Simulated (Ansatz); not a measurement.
## From the elastic tensor of BAs at 11 GPa (stress–strain coefficients) to moduli and sound speeds

The calculation used DFT LDA, scalar-relativistic, plane waves, PAW in Ansatz 0.2.0. Settings: 420 eV plane-wave cutoff, Γ-centred 10×10×10 mesh, fixed occupations. No spin polarisation.

Symmetry: F-43m, No. 216, cubic system. Conventional cell: a = 4.630 Å, b = 4.630 Å, c = 4.630 Å, α = 90.00°, β = 90.00°, γ = 90.00°. B (site symmetry -43m) has 4 As at 2.00 Å as nearest neighbours. Around As (site symmetry -43m) lie 4 B at 2.00 Å.

Relaxed-ion constants (GPa, on the Cartesian axes of the calculation):
```
340.2 114.9 114.9   0.0   0.0   0.0
114.9 340.2 114.9   0.0   0.0   0.0
114.9 114.9 340.2   0.0   0.0   0.0
  0.0   0.0   0.0 175.1   0.0   0.0
  0.0   0.0   0.0   0.0 175.1   0.0
  0.0   0.0   0.0   0.0   0.0 175.1
```

Density 5.737 g/cm³; 2 atoms in 24.81 Å³.

The values that follow are for a polycrystal of randomly turned grains, by Hill's mean where one number stands.

With S = C⁻¹: B_V = (C11+C22+C33+2(C12+C13+C23))/9, G_V = (C11+C22+C33−C12−C13−C23+3(C44+C55+C66))/15, 1/B_R = S11+S22+S33+2(S12+S13+S23), 15/G_R = 4(S11+S22+S33−S12−S13−S23)+3(S44+S55+S66); Hill is their mean. Then v_l = √((B+4G/3)/ρ), v_t = √(G/ρ), v_m = [(2/v_t³+1/v_l³)/3]^(−1/3) and Θ = (ħ/k_B)·v_m·(6π²n/V)^(1/3) for n atoms in the volume V; E = 9BG/(3B+G), ν = (3B−2G)/(2(3B+G)) and A^U = 5G_V/G_R + B_V/B_R − 6.

- Bulk modulus, Voigt / Reuss / Hill: 190.0 / 190.0 / 190.0 GPa
- Shear modulus, Voigt / Reuss / Hill: 150.1 / 143.3 / 146.7 GPa
- Young's modulus: 350 GPa
- Poisson ratio: 0.193
- Pugh ratio B/G: 1.30
- Universal anisotropy index: 0.24
- Longitudinal and transverse sound speeds: 8198 and 5057 m/s
- Debye temperature from the mean sound speed: 717 K

Cost: 1 run of about 2.5 core-minutes, on Intel Xeon Processor @ 2.50GHz (Skylake/Cascade Lake) (shared hosts).

At 11 GPa BAs is a stiff solid that resists shear strongly relative to compression, as the low B/G of 1.30 shows. The reason is its nearly nonpolar sp³ network: boron and arsenic differ little in electronegativity, and shear must bend directional bonds as well as stretch them. The constants bear this out, since purely central forces under pressure would put C12 above C44, whereas it lies well below. C44 also exceeds half of C11 − C12, making the crystal stiffest in tension along the ⟨111⟩ bond directions and softest along the cube axes, though the overall anisotropy is modest.

The tensor meets the elastic stability conditions for homogeneous strain at this pressure, which rules out neither a soft phonon at finite wavevector nor a competing phase. The Debye temperature of 717 K describes the long-wavelength acoustic branches. Because of the large mass mismatch, the optical modes, dominated by boron motion, lie well above them, so a single Debye spectrum would describe the heat capacity poorly over a wide temperature range.
